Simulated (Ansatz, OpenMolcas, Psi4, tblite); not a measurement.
# Si2NH5F (SMILES F[SiH2]N[SiH2]): methods side by side

Si2NH5F: 9 atoms, total charge 0, spin state doublet. As SMILES, `F[SiH2]N[SiH2]`. Geometry: relaxed at PBE0-D4/def2-TZVP. This is one conformer, not always the lowest.

```
atom    x (Å)    y (Å)    z (Å)
   F  -1.7782   1.2089  -1.1818
  Si  -0.2880   1.1236  -0.6049
   N   0.2415  -0.4914  -0.4030
  Si   0.0236  -1.5336   0.9679
   H   0.5763   1.7991  -1.5988
   H  -0.3028   1.7798   0.7188
   H   0.6004  -0.9422  -1.2345
   H  -0.2463  -0.6500   2.1362
   H   1.2618  -2.3407   1.1827
```

Each level gives the vertical ionisation energy (to the singlet cation) (eV). The values are calculated.

```tsv
level	kind	program	value (eV)	less CCSD(T)/6-31G*
GFN1-xTB	semi-empirical	tblite	11.52	+4.06
UHF/6-31G* (spherical functions)	Hartree–Fock	OpenMolcas	7.73	+0.27
UBLYP/6-31G* (spherical functions)	GGA	Ansatz	7.50	+0.04
U-r2SCAN/6-31G* (spherical functions)	meta-GGA	OpenMolcas	7.93	+0.47
U-r2SCAN0/6-31G* (spherical functions)	hybrid meta-GGA	Ansatz	8.09	+0.63
U-wB97X-V/6-31G* (spherical functions)	range-separated hybrid	Psi4	7.87	+0.41
RPA@PBE0/6-31G* (spherical functions)	RPA	Ansatz	7.53	+0.07
UMP2/6-31G* (spherical functions)	perturbation theory	Ansatz	7.51	+0.05
UCCSD(T)/6-31G* (spherical functions)	coupled cluster or CI	Ansatz	7.46	0.00
```

UCCSD(T)/6-31G* (spherical functions) is the highest level here, not the true value. The values span 7.46 to 11.52 eV. The xTB values lack the empirical shift that such differences need.

The electron removed comes mainly from the singly occupied orbital on the terminal, three-coordinate silicon, leaving a silylium-like cation. Silicon's low electronegativity makes this ionisation fairly easy, and π donation from the neighbouring nitrogen lone pair helps to stabilise the charge. The radical centre is pyramidal, whereas the cation would prefer to be planar, so the vertical value excludes a relaxation that would lower the adiabatic one.

Hartree–Fock lies above coupled cluster, although losing an electron usually costs correlation energy and would put it below. This suggests that correlation favours the cation here, probably because the emptied silicon orbital is a low-lying acceptor for the adjacent electron pairs. MP2 and RPA already recover most of that shift. Exact exchange alone does not order the methods: r2SCAN0 lies above r2SCAN, but Hartree–Fock lies below both. UBLYP's close match may therefore owe something to error cancellation. Agreement in this small basis does not establish agreement with experiment, since a larger one could shift the coupled-cluster value itself.
